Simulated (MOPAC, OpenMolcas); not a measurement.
CH4AlO2 (SMILES C[O][Al][OH]): methods side by side

CH4AlO2: 8 atoms, total charge 0, spin state doublet. As SMILES, `C[O][Al][OH]`. The coordinates come from a PBE0-D4/def2-TZVP relaxation. This is one conformer, not always the lowest.

| atom | x (Å) | y (Å) | z (Å) |
| --- | --- | --- | --- |
| C | 0.2927 | 1.3659 | -0.6699 |
| O | -0.0358 | 0.2825 | 0.1443 |
| Al | -0.0626 | -1.3996 | 0.0930 |
| O | -0.6019 | -2.1919 | 1.4979 |
| H | 0.6612 | 1.0583 | -1.6559 |
| H | -0.5854 | 2.0024 | -0.8208 |
| H | 1.0700 | 1.9715 | -0.1925 |
| H | -0.6463 | -3.1460 | 1.5482 |

Quantity: the dipole moment, in D. The values are calculated.

```tsv
level	kind	program	value (D)	CPU time
AM1	semi-empirical	MOPAC	1.94	under 2 s
UHF/6-311+G**	Hartree–Fock	OpenMolcas	2.57	43 s
USVWN5/6-311+G**	LDA	OpenMolcas	2.06	76 s
U-revPBE/6-311+G**	GGA	OpenMolcas	1.96	1.8 min
U-r2SCAN/6-311+G**	meta-GGA	OpenMolcas	2.08	2.1 min
UM06-L/6-311+G**	meta-GGA	OpenMolcas	2.03	2 min
UBHLYP/6-311+G**	global hybrid	OpenMolcas	2.45	1.7 min
UPBE0/6-311+G**	global hybrid	OpenMolcas	2.20	1.7 min
```

The values span 1.94 to 2.57 D. Magnitudes only. Times are those of the runs behind each value, whatever else they computed, on shared processors of several kinds: orders of magnitude only.

The dipole moment rises with the share of exact exchange: the semilocal functionals lie between 1.96 and 2.08 D, PBE0 gives 2.20 D, BHLYP 2.45 D and Hartree–Fock 2.57 D. AM1 stands outside this order: it is built on Hartree–Fock but gives the lowest value, and its closeness to revPBE may be fortuitous.

The molecule is formally an Al(II) radical with strongly polar Al–O bonds. The bend at aluminium fits an unpaired electron in an s-rich hybrid orbital pointing away from the oxygens. The total moment is therefore a partial cancellation among the Al–O, O–H and C–O bond dipoles and the lopsided density at aluminium, which makes it sensitive to small shifts of charge; more exact exchange probably keeps more of that charge on oxygen.

The calculations support a clearly polar molecule, but the agreement among the semilocal functionals is no proof of accuracy, and without a correlated wavefunction reference the data don't show which value is closest to the true moment.
